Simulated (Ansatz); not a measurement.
## How basis sets differ on C3H4F2 (SMILES F/C=C/CF)

The species is C3H4F2 (9 atoms), meant as a singlet with charge 0. As SMILES, `F/C=C/CF`. The coordinates come from a PBE0-D4/def2-TZVP relaxation. This is one conformer, not always the lowest.

```xyz
9

F    -2.2099   -0.0260    1.3140
C    -1.2549   -0.2683    0.4183
C    -0.0693    0.3090    0.4732
C     0.9801   -0.0036   -0.5258
F     1.2792    1.1187   -1.2860
H    -1.5661   -0.9857   -0.3344
H     0.1502    1.0241    1.2586
H     0.6544   -0.7948   -1.2076
H     1.9103   -0.3158   -0.0412
```

Each level gives the dipole moment (D). The values are calculated.

```tsv
level	kind	program	value (D)	CPU time
HF/STO-3G	Hartree–Fock	Ansatz	1.20	0.68 s
HF/3-21G	Hartree–Fock	Ansatz	2.21	1.1 s
HF/def2-SVP	Hartree–Fock	Ansatz	2.11	4.7 s
HF/cc-pVTZ	Hartree–Fock	Ansatz	1.97	35 s
```

The values span 1.20 to 2.21 D. Sets without polarisation functions give poor dipoles. Times are those of the runs behind each value, whatever else they computed, on shared processors of several kinds: orders of magnitude only.

The dipole moment does not rise or fall steadily with basis size: it jumps from 1.20 D with STO-3G to 2.21 D with 3-21G, then falls to 1.97 D with cc-pVTZ. A minimal basis gives fluorine a single, rigid set of valence functions, so its density cannot expand as it draws charge from carbon, and the C–F bonds come out too weakly polar. Splitting the valence shell removes that constraint. Polarisation functions then let the density deform towards the bonds and the lone pairs distort, which probably accounts for the later decrease.

The two C–F bond dipoles point partly against each other in this geometry, so the total is a vector sum in which errors in the separate bonds can partly cancel. The nearness of 3-21G to the larger sets is therefore no proof of an equally good density. Hartree–Fock usually exaggerates the polarity of such bonds, so correlation would probably lower the cc-pVTZ value somewhat. Without diffuse functions in any of the sets, the Hartree–Fock basis limit remains unestablished.
